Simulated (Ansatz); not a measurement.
ZnS: energy above lowest point against volume scale

Results calculated with Ansatz 0.2.0, not measured. Free energy against uniform scaling of the volume at fixed shape and fractions; periodic cell, basis, potentials, k mesh and filling as listed.

The cell before it is scaled or strained (space group P6_3mc, No. 186):
```
ZnS
1.0
      3.8110     0.0000     0.0000
     -1.9055     3.3004     0.0000
      0.0000     0.0000     6.2340
Zn S
2 2
Direct
  0.33333 0.66667 0.00000
  0.66667 0.33333 0.50000
  0.33333 0.66667 0.38500
  0.66667 0.33333 0.88500
```

Settings of every row: functional PBE; dispersion none; potentials PAW; wave cutoff 462.59 eV; density cutoff 1850.4 eV; k mesh 5x5x3; k shift 0x0x0; occupations fixed; smearing width 0 eV; spin none.

| row | volume scale | V (Å³/atom) | energy above lowest point (meV/atom) |
| --- | --- | --- | --- |
| 1 | 0.88 | 17.25 | 126.7 |
| 2 | 0.92 | 18.034 | 63.5 |
| 3 | 0.96 | 18.818 | 24.3 |
| 4 | 1 | 19.603 | ? |
| 5 | 1.04 | 20.387 | 0 |
| 6 | 1.08 | 21.171 | 8.3 |
| 7 | 1.12 | 21.955 | 26.8 |

Question: what energy above lowest point should row 4 give?

Worked fit of energy above lowest point. Take u = (V_r/V)^(2/3) − 1 with V_r = 19.602 Å³ an atom, which is twice the finite (Eulerian) strain; such expansions in the strain, on which the Birch-Murnaghan equation of state is built, carry the rest volume and the bulk modulus. The shown rows have u = 0.08895, 0.05716, 0.02759, -0.02584, -0.05004, -0.07279. Least squares give energy above lowest point = 4.35 + 434.6 × u + 10374 × u² + 2292 × u³ meV/atom; a parabola predicts inner rows, each left out in turn, worse (root mean square 0.41 against 0.025 meV/atom). All shown rows lie on it to the printed digit. Its lowest point lies at u = -0.0211, or V = 20.24 Å³ an atom, and the curvature there gives the bulk modulus at fixed shape and fractions, B = (4/9)(1 + u)² E″(u)/V = 69 GPa. Letting shape and atoms relax would as a rule lower it, by much in layered, chain or molecular crystals. The withheld row has u = -3e-05, so the fit gives 4.35 + 434.6 × (-3e-05) + 10374 × (-3e-05)² + 2292 × (-3e-05)³ = 4.3 meV/atom.

The calculation gave 4.4 meV/atom. The fit lies 0.1 meV/atom (2.3 % of the value, 0.079 % of the column's range) below it, one unit of the last digit.
